The ion B₂H₂⁺ is taken here with three unpaired electrons and both hydrogens on the same boron. A state of another spin lies lower, so the energies below belong to an excited state. Each method is judged by how far its total energy lies above that of CCSDT(Q), the highest coupled-cluster level used. The questions follow CCSD(T) and phaseless AFQMC with a CISD trial, two methods that seem to do equally well.

Total energies of B₂H₂⁺ (spin multiplicity 4) relative to CCSDT(Q), computed with the in-house AFQMC program afq 1 and Ansatz 0.2.0, using cc-pVTZ, a UHF determinant, frozen B 1s cores and a PBE0/def2-TZVP geometry. For AFQMC, "ph" means phaseless, with the trial named after the slash; "released" means the constraint was let go, and "free" that there was none.

| level | this level less the reference (CCSDT(Q), same basis) (meV) | statistical noise, one standard error (meV) |
| --- | --- | --- |
| HF | 4270.5 | 0.000 |
| MP2 | 1000.0 | 0.000 |
| CCSD | 200.7 | 0.000 |
| CCSD(T) | 43.1 | 0.000 |
| CCSDT | 7.2 | 0.000 |
| ph-AFQMC/HF | 157.9 | 20.700 |
| ph-AFQMC/CISD | 43.2 | 4.300 |
| released AFQMC | 10.1 | 3.300 |
| free AFQMC | 9.4 | 7.300 |

**1. What does Hartree–Fock leave out, and which electrons are most affected?**

Hartree–Fock lets each electron feel only the average field of the others, so electrons don't dodge one another as they move. That costs 4.27 eV here. Electrons of equal spin are already kept apart by the exclusion principle, while those of opposite spin are not and have more to gain. The MP2 calculation shows the difference: about 0.26 eV per opposite-spin pair against 0.06 eV per same-spin pair.

**2. MP2 treats these pairs. Why does it still miss 1 eV?**

MP2 estimates each pair excitation once, from bare Hartree–Fock orbital energies. CCSD lets the excitations act on one another until they are consistent, and this gains a further 0.8 eV. Theory offers a reason: bare orbital energies leave out the attraction between an excited electron and the hole it leaves behind. Excitations then look too costly, and MP2 uses them too little. In practice, MP2 total energies of this ion serve for a first look only.

**3. How much should the next rank of excitation bring?**

CCSD covers single and double excitations, CCSDT adds triples, and (Q) estimates quadruples. A simple rule assumes that each further electron that must move in the same event reduces the gain by the same factor. The step from Hartree–Fock to CCSD brings 4070 meV and the triples bring 193.5 meV, so the factor is $4070/193.5 \approx 21$. The predicted quadruples step is then $193.5/21 \approx 9$ meV.

The calculation gives 7.2 meV, a value that was not used in the estimate. Counting orders of perturbation theory does worse. Connected doubles, triples and quadruples first enter the energy at orders two, four and five; with equal prefactors this predicts about 42 meV. The constant factor thus gives the right size here, but no derivation stands behind it, and a single test doesn't make it a law. The printed analysis after this text sets out both estimates.

**4. Where do the 43 meV of CCSD(T) come from?**

They split exactly into two parts: 35.9 meV of triples energy that (T) fails to catch, and the 7.2 meV of the (Q) step. The larger part repeats the story of MP2 one rank higher. (T) estimates the triples once, from finished CCSD amplitudes, instead of letting them act on one another and on the doubles. It catches 81% of the triples step, much as MP2 catches about four fifths of the gain from Hartree–Fock to CCSD.

The remedy follows from the split. If 40 meV matters, the next effort belongs to full triples, and quadruples come second.

**5. Phaseless AFQMC with the CISD trial is also off by 43 meV. Would a longer run cure it?**

No. AFQMC lets a population of walkers evolve towards the lowest state they can reach, but their contributions acquire phases that soon cancel and drown the energy in noise. The phaseless constraint prevents this by using a trial wave function to steer and weight the walkers. With an exact trial it would do no harm; with an approximate one it shifts the energy. Four times the sampling would halve the noise of 4.3 meV and leave that shift where it is.

Two comparisons support this reading. Replacing the Hartree–Fock trial by the CISD trial lowers the error by $115 \pm 21$ meV. When the constraint is then let go, the energy falls by another $27 \pm 5$ meV between the first and the last recorded point of the release. (The two rows of the table differ by 33 meV. The first point was taken shortly after the constraint was dropped, so the 27 meV miss any earlier fall. Only part of the constrained run was released, which may also matter, but the gap of 6 meV is within the noise and its cause can't be settled.) The match with CCSD(T) is thus a coincidence: one method suffers from its constraint, the other mainly from incomplete triples. Their agreement must not be read as mutual confirmation, since both lie too high.

**6. Could a simple diagnostic have warned of these errors?**

Only in part. The T1 diagnostic, about 0.026, measures how strongly single excitations correct the orbitals. It is one number for one state, yet CCSD misses 201 meV in that state and CCSDT only 7 meV. It can't say how large the error of a chosen method will be.

The make-up of the wave function says more. About a tenth of its weight lies outside the Hartree–Fock determinant, but the largest double excitation holds only 0.2%. The rest is spread over many small contributions, with no second configuration competing with the first. This is the situation in which coupled cluster should converge quickly, as it does here.

At another geometry, such as a stretched B–B bond, this could change. When configurations of the same symmetry and spin come close in energy, they can mix strongly. One-pass estimates such as MP2 and (T) then become unreliable, and a single-determinant trial steers the AFQMC walkers less well.

One caution applies even at the present geometry. The determinant used is a saddle point, so another one lies lower in energy. Its nature is not known. If it describes the same state, starting from it could change the lower levels noticeably, whereas high excitation ranks depend less on the starting orbitals. If it belongs to another state, all levels would change.

**7. Which digits can be trusted?**

As errors against the exact energy in this basis, the values can be trusted to perhaps 10 or 20 meV, except for phaseless AFQMC with the Hartree–Fock trial, whose noise alone is about 21 meV. The single meV can't be trusted in this sense. The 7.2 meV of question 3 is a firm difference between two calculations, but only an estimate of what quadruples bring. Released AFQMC, free AFQMC and CCSDT lie between 7 and 10 meV above the reference, and the noise does not allow them to be ranked. The released walk may not have finished falling, although its last step down was within the noise, and the free walk may keep a remainder of its starting state. The zero noise of coupled cluster means only that a repeated run gives the same number. The reference itself treats quadruples approximately, and it was accepted only because it agreed with the released walk to within a few tens of meV. That agreement is therefore not a fresh test.

A larger basis would lower the correlated total energies by far more than these last few meV, because a triple-zeta basis describes the close approach of two electrons poorly. The gaps between high levels should change much less. They show what a method loses within a basis, not how far it is from experiment.

Boron hydride ions occur in plasmas used to dope silicon with boron. Models of such plasmas need energies of fragmentation, which are differences between total energies, and part of the error cancels in them. The table shows where the errors arise in one excited state. It gives no error bar for a reaction energy, and the ground states involved would need their own test.

The analysis program printed:

```
Share of the reference correlation energy recovered:
             row  percent
              HF        0
             MP2    76.58
            CCSD     95.3
         CCSD(T)    98.99
           CCSDT    99.83
     ph-AFQMC/HF     96.3
   ph-AFQMC/CISD    98.99
  released AFQMC    99.76
      free AFQMC    99.78
Gain from MP2 to CCSD, meV: 799.3
MP2 correlation per same-spin pair, meV: 59.95
MP2 correlation per opposite-spin pair, meV: 261.1
Gain from HF to CCSD (doubles step), meV: 4070
Gain from CCSD to CCSDT (triples step), meV: 193.5
Doubles step over triples step: 21.03
Triples step over (Q) step: 26.88
Predicted (Q) step, constant factor, meV: 9.2
Predicted (Q) step, bare perturbation orders, meV: 42.19
Share of the triples step caught by (T), percent: 81.45
Triples energy missed by (T), meV: 35.9
CCSD(T) error, kJ/mol: 4.159
Phaseless AFQMC, gain from HF to CISD trial, meV: 114.7
Noise of that gain, meV: 21.14
Phaseless AFQMC/HF less CCSD, meV: -42.8
Phaseless AFQMC/CISD error in units of its noise: 10.05
Sampling factor to bring the HF-trial noise to the CISD-trial noise: 23.17
Fall of the energy during the release, meV: 27.38
Noise of that fall if its ends were independent, meV: 4.952
Last step of the release, downwards, meV: 2.55
Released AFQMC less CCSDT, meV: 2.9
Free AFQMC less CCSDT, meV: 2.2
Sampling factor to bring the free-walk noise to a third of the (Q) step: 9.252
Weight outside the determinant, percent: 9.554
Weight of the largest single double excitation, percent: 0.2219
```
